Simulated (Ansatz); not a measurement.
# A series in volume per atom on Au

All results are calculated (Ansatz 0.2.0 development build). Equation of state of a cubic crystal from periodic Kohn-Sham density functional theory without spin; pressure corrected for the finite basis.

Cell of the first row (space group Fm-3m, No. 225):
```
CELL_PARAMETERS angstrom
0.00000 2.02170 2.02170
2.02170 0.00000 2.02170
2.02170 2.02170 0.00000
ATOMIC_POSITIONS crystal
Au 0.00000 0.00000 0.00000
```

Settings of every row: formula Au; structure type fcc; functional r2SCAN; spin treatment none; k mesh 14x14x14; occupation method fermi-dirac; occupation width 0.1 eV; wave cutoff 930 eV; datasets hand-made PAW; density cutoff ratio 4; xc grid level 2.

Limits: the SCF threshold is loose for a stress in some rows; no spin-orbit coupling, which can matter with elements this heavy.

| row | volume per atom (Å³) | pressure (GPa) | energy above lowest point (meV/atom) |
| --- | --- | --- | --- |
| 1 | 16.526 | ? | ? |
| 2 | 17.065 | 4.644 | 6.7 |
| 3 | 17.604 | -0.475 | 0 |
| 4 | 18.143 | -4.593 | 8.77 |
| 5 | 18.682 | -7.905 | 29.99 |

Question: what pressure and energy above lowest point should row 1 give?

Worked fit of pressure. Take u = (V_r/V)^(2/3) − 1 with V_r = 17.873 Å³ an atom, which is twice the finite (Eulerian) strain; such expansions in the strain, on which the Birch-Murnaghan equation of state is built, carry the rest volume and the bulk modulus. The shown rows have u = 0.03132, 0.01016, -0.00995, -0.02908. Least squares give pressure = −2.6424 + 205.722 × u + 856.05 × u² GPa; a straight line predicts inner rows, each left out in turn, worse (root mean square 0.5 against 0.025 GPa). The rows lie off it by 0.003, -0.011, 0.012, -0.004 (root mean square 0.0085 GPa). The pressure vanishes at u = 0.0122, or V = 17.55 Å³ an atom, and there the bulk modulus at fixed shape and fractions is B = −V dP/dV = (2/3)(1 + u) dP/du = 153 GPa. The withheld row has u = 0.05363, so the fit gives −2.6424 + 205.722 × (0.05363) + 856.05 × (0.05363)² = 10.853 GPa.

The calculation gave 10.999 GPa. The fit lies 0.146 GPa (1.3 % of the value, 0.77 % of the column's range) below it; its largest miss of a shown row is 0.012 GPa. This row lies beyond the range of the fit.

Worked fit of energy above lowest point. Take u = (V_r/V)^(2/3) − 1 with V_r = 17.873 Å³ an atom, which is twice the finite (Eulerian) strain; such expansions in the strain, on which the Birch-Murnaghan equation of state is built, carry the rest volume and the bulk modulus. The shown rows have u = 0.03132, 0.01016, -0.00995, -0.02908. Least squares give energy above lowest point = 2.634 − 426.76 × u + 17729.8 × u² meV/atom; a straight line predicts inner rows, each left out in turn, worse (root mean square 10 against 0.29 meV/atom). The rows lie off it by 0.04, -0.13, 0.13, -0.05 (root mean square 0.097 meV/atom). The withheld row has u = 0.05363, so the fit gives 2.634 − 426.76 × (0.05363) + 17729.8 × (0.05363)² = 30.74 meV/atom.

The calculation gave 32.62 meV/atom. The fit lies 1.88 meV/atom (5.8 % of the value, 5.8 % of the column's range) below it; its largest miss of a shown row is 0.13 meV/atom. This row lies beyond the range of the fit.
